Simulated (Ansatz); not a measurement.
[AlH4]− (SMILES [AlH4-]): methods side by side

[AlH4]− has 5 atoms, charge -1, and is taken as a singlet. SMILES: `[AlH4-]`. The shape comes from GFN2-xTB, which is rough for such elements, and wasn't checked as a minimum.

```
atom    x (Å)    y (Å)    z (Å)
  Al   0.0000   0.0001  -0.0011
   H   1.4435  -0.5043   0.5564
   H  -1.1830  -0.6045   0.9391
   H  -0.2038  -0.5171  -1.5307
   H  -0.0567   1.6259   0.0362
```

Quantity: the energy change with the Al1–H2 bond stretched from 1.628 to 2.034 Å, in eV. The values are calculated.

| level | kind | program | value (eV) | less CCSD(T)/6-31G | CPU time (all runs) |
| --- | --- | --- | --- | --- | --- |
| PBE/6-31G (restricted) | GGA | Ansatz | 0.36 | +0.04 | 2.1 s |
| revPBE/6-31G (restricted) | GGA | Ansatz | 0.34 | +0.02 | 2 s |
| r2SCAN/6-31G (restricted) | meta-GGA | Ansatz | 0.40 | +0.08 | 4.4 s |
| PBE0/6-31G (restricted) | global hybrid | Ansatz | 0.40 | +0.08 | 1.9 s |
| HSE06/6-31G (restricted) | range-separated hybrid | Ansatz | 0.40 | +0.08 | 2.6 s |
| wB97M-V/6-31G (restricted) | range-separated hybrid | Ansatz | 0.43 | +0.11 | 27 s |
| wB97X/6-31G (restricted) | range-separated hybrid | Ansatz | 0.41 | +0.09 | 8.8 s |
| CCSD(T)/6-31G (restricted) | coupled cluster or CI | Ansatz | 0.32 | 0.00 | 0.45 s |
| FCI/3-21G | exact in the basis | Ansatz | 0.35 | +0.03 | 21 s |

CCSD(T)/6-31G (restricted) is the highest level here, not the true value. Sets without diffuse functions describe the anion poorly. The first shape isn't each level's own minimum. The values span 0.32 to 0.43 eV. All rows use very small basis sets, so none should be taken for the real molecule's value. Times are those of the runs behind each value, whatever else they computed, on shared processors of several kinds: orders of magnitude only.

Stretching one Al–H bond costs energy at every level, as expected for a bound hydride ligand. The bond is polar covalent: aluminium is much less electronegative than hydrogen, so the σ pair lies mainly on hydrogen. Lengthening the bond weakens the overlap between the hydrogen 1s orbital and the aluminium 3s/3p hybrid, while attraction between the hydridic hydrogen and the electron-poor metal persists.

All the density functionals give a larger cost than CCSD(T) in the same basis, with revPBE closest and wB97M-V furthest away. Going from PBE to PBE0 raises the cost, probably because exact exchange removes some of the correlation that semilocal exchange mimics as the bond weakens. Yet r2SCAN matches PBE0 without any exact exchange, so the exchange fraction alone doesn't order the functionals. HSE06 also matches PBE0, which suggests that long-range exact exchange matters little for this local distortion. A single partial stretch fixes neither the dissociation energy nor whether hydride or atomic hydrogen would leave.
